\paragraph{1. Premises and conventions.}
The levels $\varepsilon_i$ are Kohn--Sham eigenvalues. The index $i$ runs over band, $\mathbf k$ point and spin, and the weights $w_i$ of the $\mathbf k$ points sum to one for each band and spin. The density is $n(\mathbf r)=\sum_i w_if_i|\psi_i(\mathbf r)|^2$ and the electron number per cell is $N=\sum_i w_if_i$. The energy $E[\{\psi_i\},\{f_i\}]$ depends on the occupations linearly through the kinetic and nonlocal terms and otherwise through $n$ alone, so that at fixed orbitals
\begin{equation}
\frac{\partial E}{\partial f_i}=w_i\langle\psi_i|\hat H|\psi_i\rangle=w_i\varepsilon_i .
\label{janak}
\end{equation}
The density of states $g(\varepsilon)=\sum_i w_i\delta(\varepsilon-\varepsilon_i)$ counts both spins. A smearing scheme is a width $\sigma$ and an even, normalised function $\tilde\delta(t)$ with moments $M_n=\int t^n\tilde\delta\,dt$. Throughout, $x=(\mu-\varepsilon)/\sigma$, positive for levels below $\mu$. The scheme of Fu and Ho (1983) takes
\begin{equation}
\tilde\delta(t)=\pi^{-1/2}e^{-t^2}.
\end{equation}
The exponent has no factor $1/2$, so $\sigma$ is not the standard deviation. That is $\sigma/\sqrt2=0.707\,\sigma$, and the full width at half maximum is $2\sqrt{\ln2}\,\sigma=1.665\,\sigma$.

\paragraph{2. The occupation.}
Replace each level by a Gaussian centred on $\varepsilon_i$ and fill the broadened spectrum sharply up to $\mu$. With $\varepsilon=\varepsilon_i+\sigma t$, the part of level $i$ below $\mu$ is
\begin{equation}
f(x)=\int_{-\infty}^{x}\tilde\delta(t)\,dt=\tfrac12\,[1+\operatorname{erf}x]=\tfrac12\operatorname{erfc}\frac{\varepsilon-\mu}{\sigma}.
\label{occ}
\end{equation}
The half-line $t<0$ gives $1/2$, the interval from $0$ to $x$ gives $\tfrac12\operatorname{erf}x$ by the definition $\operatorname{erf}x=2\pi^{-1/2}\int_0^xe^{-t^2}dt$, and $1+\operatorname{erf}x=\operatorname{erfc}(-x)$. Since $f'=\tilde\delta>0$, one has $0<f<1$, and $N(\mu)$ rises strictly for a given spectrum, so $\mu$ is unique.

\paragraph{3. Where the entropy comes from.}
By \eqref{janak}, $E$ alone is not stationary at the occupations \eqref{occ}: moving charge from a higher to a lower partly filled level lowers it. Seek $F=E-\sigma S_{\rm tot}$, $S_{\rm tot}=\sum_iw_iS(f_i)$, that is stationary there at fixed $N$. With $\mu$ as multiplier,
\begin{equation}
\varepsilon_i-\mu-\sigma\frac{dS}{df}=0\quad\Longrightarrow\quad\frac{dS}{df}=-x .
\end{equation}
The chain rule gives $dS/dx=-x\,\tilde\delta(x)$. The constant is fixed by $S=0$ for an empty level, $x\to-\infty$:
\begin{equation}
S(x)=-\int_{-\infty}^{x}t\,\tilde\delta(t)\,dt=\frac{e^{-x^2}}{2\sqrt\pi},
\label{ent}
\end{equation}
because $-te^{-t^2}=\tfrac12\,d(e^{-t^2})/dt$. $S$ vanishes for a full level too, which is the statement $M_1=0$. It is dimensionless and $\sigma$ plays the part of $k_BT$. In terms of the occupation, $S=\exp\{-[\operatorname{erf}^{-1}(2f-1)]^2\}/2\sqrt\pi$. Its curvature is $d^2S/df^2=-dx/df=-1/\tilde\delta<0$, so $-\sigma S$ is convex in $f$ and, for fixed levels, the stationary point is a minimum. $S$ counts no microstates. For $\tilde\delta=1/[4\cosh^2(t/2)]$ the same recipe gives $x=\ln[f/(1-f)]$ and integrates to $-f\ln f-(1-f)\ln(1-f)$, the Fermi--Dirac entropy of Mermin's functional, with maximum $\ln 2=0.693$ against $1/2\sqrt\pi=0.282$ here.

\paragraph{4. The broadened band energy already is the free energy.}
The energy of the filled part of one broadened level is
\begin{equation}
\int_{-\infty}^{\mu}\varepsilon\,\tilde\delta\!\left(\frac{\varepsilon-\varepsilon_i}{\sigma}\right)\frac{d\varepsilon}{\sigma}=\int_{-\infty}^{x_i}(\varepsilon_i+\sigma t)\,\tilde\delta(t)\,dt=\varepsilon_if(x_i)-\sigma S(x_i).
\end{equation}
The filled part is the lower part of the Gaussian, and $\sigma S$ is the energy by which that lowers the contribution of the level. Broadening the levels and adding $-\sigma S_{\rm tot}$ to $\sum_iw_if_i\varepsilon_i$ are one prescription.

\paragraph{5. Which energy belongs to the forces.}
At the solution $F$ is stationary in orbitals and occupations under the constraints, so its total derivative with respect to a parameter is the explicit one. For an atomic position, $-dF/d\mathbf R$ is the Hellmann--Feynman force, with the usual basis and augmentation terms, while $dE/d\mathbf R$ contains the further term $\sigma\,dS_{\rm tot}/d\mathbf R$. The same holds for the stress. For the width,
\begin{equation}
\frac{dF}{d\sigma}=-S_{\rm tot},\qquad E=F-\sigma\frac{dF}{d\sigma},
\label{env}
\end{equation}
exactly and with self-consistency included.

\paragraph{6. Smearing is an average over the Fermi level.}
Freeze the spectrum and let $\Omega=F-\mu N$ refer to the band part. One level contributes $(\varepsilon-\mu)f-\sigma S=-\sigma[xf+S]$. Its derivative simplifies, $d(xf+S)/dx=f+x\tilde\delta-x\tilde\delta=f$, and from \eqref{occ} and \eqref{ent} directly
\begin{equation}
-\sigma[xf+S]=-\int_{-\infty}^{x}\sigma(x-t)\,\tilde\delta(t)\,dt .
\end{equation}
Now $-\sigma(x-t)=\varepsilon-(\mu-\sigma t)$ for $t<x$ is the unsmeared contribution of the level at Fermi level $\mu-\sigma t$. Summing over levels,
\begin{equation}
\Omega(\mu,\sigma)=\int_{-\infty}^{\infty}\tilde\delta(t)\,\Omega_0(\mu-\sigma t)\,dt,\qquad\Omega_0(\mu)=\int_{-\infty}^{\mu}(\varepsilon-\mu)\,g\,d\varepsilon,
\label{conv}
\end{equation}
with $\Omega_0'=-N_0$ and $\Omega_0''=-g$. No expansion has been made. The Gaussian is the heat kernel, so $\partial\Omega/\partial(\sigma^2)=\tfrac14\,\partial^2\Omega/\partial\mu^2$.

\paragraph{7. The moments.}
All moments follow from $\phi(s)=\int\tilde\delta(t)e^{ist}dt=1-M_2s^2/2+M_4s^4/24-\dots$ Completing the square gives the Gaussian case. For Fermi--Dirac, put $\tilde\delta\,dt=df$ and $e^{t}=f/(1-f)$, which yields a beta integral:
\begin{align}
\phi_{\rm G}(s)&=e^{-s^2/4},\\
\phi_{\rm FD}(s)&=\int_0^1f^{is}(1-f)^{-is}df=\Gamma(1+is)\Gamma(1-is)=\frac{\pi s}{\sinh\pi s}.
\end{align}
The series $1-s^2/4+s^4/32$ and $1-\pi^2s^2/6+7\pi^4s^4/360$ give
\begin{equation}
M_2^{\rm G}=\tfrac12,\quad M_4^{\rm G}=\tfrac34,\qquad M_2^{\rm FD}=\tfrac{\pi^2}{3},\quad M_4^{\rm FD}=\tfrac{7\pi^4}{15}.
\end{equation}
Integration of \eqref{ent} by parts shows $\int S\,dx=\int x^2\tilde\delta\,dx=M_2$, and indeed $\int e^{-x^2}dx/2\sqrt\pi=1/2$.

\paragraph{8. The expansion at fixed electron number.}
If $g$ is smooth near $\mu$, expand $\Omega_0$ in \eqref{conv}. Odd moments vanish:
\begin{equation}
\Omega=\Omega_0(\mu)-\tfrac12M_2\sigma^2g(\mu)-\tfrac1{24}M_4\sigma^4g''(\mu)+O(\sigma^6).
\end{equation}
$F$ is $\Omega+\mu N$ at its stationary point in $\mu$. Write $\mu=\varepsilon_F+\eta$ with $N_0(\varepsilon_F)=N$, evaluate $g$ and its derivatives at $\varepsilon_F$, and let $E_0$ be the unsmeared energy. The term of $\Omega_0+\mu N$ linear in $\eta$ cancels, and
\begin{equation}
\Omega+\mu N=E_0-\tfrac12g\eta^2-\tfrac12M_2\sigma^2(g+g'\eta)-\tfrac1{24}M_4\sigma^4g''+\dots
\end{equation}
Stationarity gives $\eta=-M_2\sigma^2g'/2g$. As $\eta$ is of order $\sigma^2$, the omitted terms $\eta^3$, $\sigma^2\eta^2$ and $\sigma^4\eta$ are of order $\sigma^6$. Substituting,
\begin{equation}
F=E_0-\tfrac12M_2\,g\,\sigma^2+c_4\sigma^4+O(\sigma^6),\qquad c_4=\frac{M_2^2g'^2}{8g}-\frac{M_4g''}{24}.
\label{gen}
\end{equation}
The shift of $\mu$ is second order in $\sigma$ but reaches $F$ only in fourth order. For the Gaussian, $M_4=3M_2^2$ joins the two parts of $c_4$:
\begin{equation}
F=E_0-\tfrac14g\sigma^2+c_4\sigma^4,\qquad c_4=-\tfrac1{32}\,g\,(\ln g)'',\qquad\mu=\varepsilon_F-\frac{\sigma^2g'}{4g}.
\label{gau}
\end{equation}
An exact case confirms the form. For $g\propto e^{\varepsilon/w}$, \eqref{conv} multiplies $\Omega_0$ and $N_0$ by $e^{\sigma^2/4w^2}$. Fixed $N$ requires $\mu=\varepsilon_F-\sigma^2/4w$, which returns $\Omega$ to $\Omega_0(\varepsilon_F)$, so $F=E_0-N\sigma^2/4w=E_0-g\sigma^2/4$ with no higher terms, since $N=wg$. From \eqref{env},
\begin{equation}
E=E_0+\tfrac14g\sigma^2-3c_4\sigma^4,\quad\sigma S_{\rm tot}=\tfrac12g\sigma^2-4c_4\sigma^4,\quad\tfrac12(E+F)=E_0-c_4\sigma^4 .
\label{extr}
\end{equation}
$E$ and $F$ err by equal and opposite amounts in second order, and their mean removes that order. Forces and stresses remain derivatives of $F$ and keep their $\sigma^2$ error.

\paragraph{9. What self-consistency changes.}
In \eqref{env}, $S_{\rm tot}=\int g^{(\sigma)}(\varepsilon)S(x)\,d\varepsilon$ with the self-consistent spectrum at width $\sigma$. At fixed potential the density changes by a term proportional to $M_2\sigma^2$, by the expansion above applied to the local density of states, and screening responds linearly to it. Hence $g^{(\sigma)}-g=O(\sigma^2)$. As $S$ is even with area $M_2$, $S_{\rm tot}=M_2g\sigma+O(\sigma^3)$, and integration over $\sigma$ returns $-\tfrac12M_2g\sigma^2$. The second-order term therefore holds for the full functional. The coefficient $c_4$ gains a screening term proportional to $M_2^2$, which vanishes in a uniform gas with a local potential, where the density cannot change.

\paragraph{10. The equivalent temperature.}
The second-order term depends on the scheme only through $M_2\sigma^2$. Equating $\sigma^2/2$ with $\pi^2(k_BT)^2/3$,
\begin{equation}
\sigma=\pi\sqrt{2/3}\;k_BT=2.565\,k_BT .
\label{match}
\end{equation}
Under \eqref{match} the leading shifts of $F$, $E$, $\mu$, the density, the forces and the stress coincide, whatever the metal. At equal numerical width, $\sigma=k_BT$, the Fermi--Dirac shift is $2\pi^2/3=6.58$ times the Gaussian one. The match ends at the next order. With $(k_BT)^4=9\sigma^4/4\pi^4$ the Fermi--Dirac fourth moment is $\tfrac{21}{20}\sigma^4$ against $\tfrac34\sigma^4$, the $M_2^2$ terms cancel, the screening term included, and
\begin{equation}
F_{\rm FD}-F_{\rm G}=-\tfrac1{80}\,g''\sigma^4+O(\sigma^6).
\end{equation}
Level by level the schemes differ. The occupations differ by at most $0.023$, at $|x|=0.48$. A half-filled level carries $\sigma S=0.724\,k_BT$ in place of $0.693\,k_BT$. At $\varepsilon-\mu=3\sigma$ the Gaussian occupation is $1.1\times10^{-5}$ and the matched Fermi--Dirac one $4.5\times10^{-4}$, a factor $41$ larger. Fewer empty bands are needed with the Gaussian, and thermally activated populations are not described by it.

\paragraph{11. What the width buys on a mesh.}
A regular $n\times n\times n$ mesh along the primitive reciprocal vectors integrates every Fourier component of the integrand correctly except those at lattice vectors $\mathbf L$ of the $n$-fold supercell. By Poisson summation its error is the sum of these components, with phases if the mesh is shifted. For free electrons, $Z$ per atom in volume $V$, the sum over bands unfolds into all of $\mathbf k$ space. With $y=k_FL$, $\int_{k<k_F}(k^2-k_F^2)e^{i\mathbf k\cdot\mathbf L}d^3k=-8\pi k_F^5j_2(y)/y^2$ and $Vk_F^3=3\pi^2Z$, one component is
\begin{equation}
\Omega_L=\frac{2V}{(2\pi)^3}\frac{\hbar^2}{2m}\left[-8\pi k_F^5\frac{j_2(y)}{y^2}\right]=-6Z\varepsilon_F\frac{j_2(y)}{y^2}\simeq\frac{6Z\varepsilon_F}{y^3}\sin y .
\label{alias}
\end{equation}
The limit $y\to0$ of the exact form is $-\tfrac25Z\varepsilon_F$, the grand potential itself. To first order an error of $\Omega$ at fixed $\mu$ equals the error of $F$ at fixed $N$. The phase $y$ moves with the Fermi level as $dy/d\mu=L/\hbar v_F$, so for $\sigma\ll\varepsilon_F$ and $y\sigma^2/\varepsilon_F^2\ll1$ the average \eqref{conv} multiplies \eqref{alias} by $\phi(\sigma L/\hbar v_F)$. With $u=\sigma L/2\hbar v_F$ and the widths matched by \eqref{match},
\begin{equation}
\phi_{\rm G}=e^{-u^2},\qquad\phi_{\rm FD}=\frac{\sqrt6\,u}{\sinh\sqrt6\,u}.
\end{equation}
Both begin as $1-u^2$: equal bias buys equal damping on a coarse mesh. The Gaussian gains as $u$ grows, $0.368$ against $0.426$ at $u=1$ and $1.2\times10^{-4}$ against $9.5\times10^{-3}$ at $u=3$.

\paragraph{12. Range of validity.}
Equations \eqref{occ}, \eqref{ent} and \eqref{env} are exact for any spectrum and any $\sigma$, and \eqref{conv} for any fixed spectrum. The expansions \eqref{gen}--\eqref{extr} and the match \eqref{match} need four things. First, $g(\varepsilon_F)>0$. In an insulator with $\mu$ near the middle of a gap $E_g$ the entropy is of order $\exp[-(E_g/2\sigma)^2]$ and has no power series. Second, $g$ must be smooth over a few $\sigma$ about $\varepsilon_F$. If $|(\ln g)''|=1/w^2$, the fourth-order term of \eqref{gau} is $\sigma^2/8w^2$ of the second. Band edges and van Hove points farther away make the series asymptotic. A singular point at $\varepsilon_F$ changes the power. For the Dirac point of neutral graphene, $g=A|\varepsilon|$, $\mu$ stays at zero by symmetry and the curved part of $\Omega_0$ is $-A|\mu|^3/6$. With $\int|t|^3\tilde\delta\,dt=1/\sqrt\pi$ for the Gaussian and $9\zeta(3)$ for Fermi--Dirac, $F-E_0=-A\sigma^3/6\sqrt\pi$, the extrapolation from \eqref{env} is $E_0=(E+2F)/3$, and the matching ratio is $[9\zeta(3)\sqrt\pi]^{1/3}=2.677$. Third, the mesh must represent a continuous $g$. A single half-filled level isolated at $\mu$ gives $F-E=-w_i\sigma/2\sqrt\pi$, linear in $\sigma$. Fourth, the self-consistent solution must follow $\sigma$ smoothly, which fails where the smearing destroys a magnetic or structural order.

\paragraph{13. Lead at $\sigma=0.05$ eV.}
The equivalent temperature needs no material input: $k_BT=\sigma/2.565=19.5$ meV, or $T=226$ K, whereas reading $\sigma$ as $k_BT$ would give $580$ K. Imitating $300$ K takes $\sigma=66.3$ meV. For the rest take a free-electron model with $Z=4$ and an approximate fcc lattice constant $a=4.95$ \AA. Then $V=a^3/4=30.3$ \AA$^3$, $k_F=1.575$ \AA$^{-1}$, $\varepsilon_F=9.45$ eV, $\hbar v_F=2\varepsilon_F/k_F=12.0$ eV\,\AA\ and $g=3Z/2\varepsilon_F=0.635$ states per eV and atom. All numbers that follow are the model's, per atom:
\begin{equation}
E_0-F=E-E_0=\tfrac14g\sigma^2=0.40\ {\rm meV},\qquad\sigma S_{\rm tot}=0.79\ {\rm meV}.
\end{equation}
With $g\propto\varepsilon^{1/2}$, $\mu-\varepsilon_F=-\sigma^2/8\varepsilon_F=-0.033$ meV and $c_4\sigma^4=g\sigma^4/64\varepsilon_F^2=6.9\times10^{-10}$ eV. A parabolic band has no structure, so this last number understates a real band. An illustrative $w=0.3$ eV gives $|c_4|\sigma^4=1.4\times10^{-6}$ eV, $0.35$ per cent of the leading term. For aluminium wiring metal, with $Z=3$ and an approximate $a=4.05$ \AA, the same model gives $\varepsilon_F=11.65$ eV, $g=0.386$ eV$^{-1}$ and $0.24$ meV, and aluminium is typically close to this model.

Compiled values for lead set the scale. The shift is $2.0\times10^{-4}$ of the cohesive energy of $2.03$ eV (Kittel 2005). Since $g\propto V^{2/3}$ in the model, the smearing pressure is $-\partial(F-E_0)/\partial V=g\sigma^2/6V=1.4$ MPa. The room-temperature constants $C_{11}=49.66$ GPa and $C_{12}=42.31$ GPa (Blaschke) give $B=(C_{11}+2C_{12})/3=44.76$ GPa, so $\Delta V/V=3.1\times10^{-5}$, the dilation that the expansion coefficient $28.9\times10^{-6}$ K$^{-1}$ (Kaye and Laby Online) produces in $0.36$ K. The soft shear is more exposed. The strain $(\delta,-\delta,0)$ costs $(C_{11}-C_{12})V\delta^2$, with $C_{11}-C_{12}=7.35$ GPa, which is $0.14$ meV at $\delta=0.01$. Each per cent by which $g$ changes under this strain shifts that energy by $2.9$ per cent.

The sampling error rivals the smearing error. The twelve shortest supercell vectors have $L=na/\sqrt2$. At $n=24$, $y=132$ and $u=0.175$, the shell amplitude $12\times6Z\varepsilon_F/y^3$ is $1.2$ meV, and the damping factor is only $0.97$, leaving $1.1$ meV. At $n=48$ the amplitude is $0.15$ meV, the factor $0.88$ and the product $0.13$ meV. The value $u=1$ is reached at $n=137$. On ordinary meshes at this width convergence comes from the $n^{-3}$ law of \eqref{alias} and hardly from the smearing, and forming $(E+F)/2$ gains nothing until the sampling error is below the $0.40$ meV that it removes. The Fermi surface of lead typically has two non-spherical sheets, so these amplitudes are orders of magnitude. The band density of states of lead is typically near $0.5$ eV$^{-1}$ per atom, so the model overstates $g$, and with it the $\sigma^2$ shift, by roughly a quarter, and that input would give $0.31$ meV.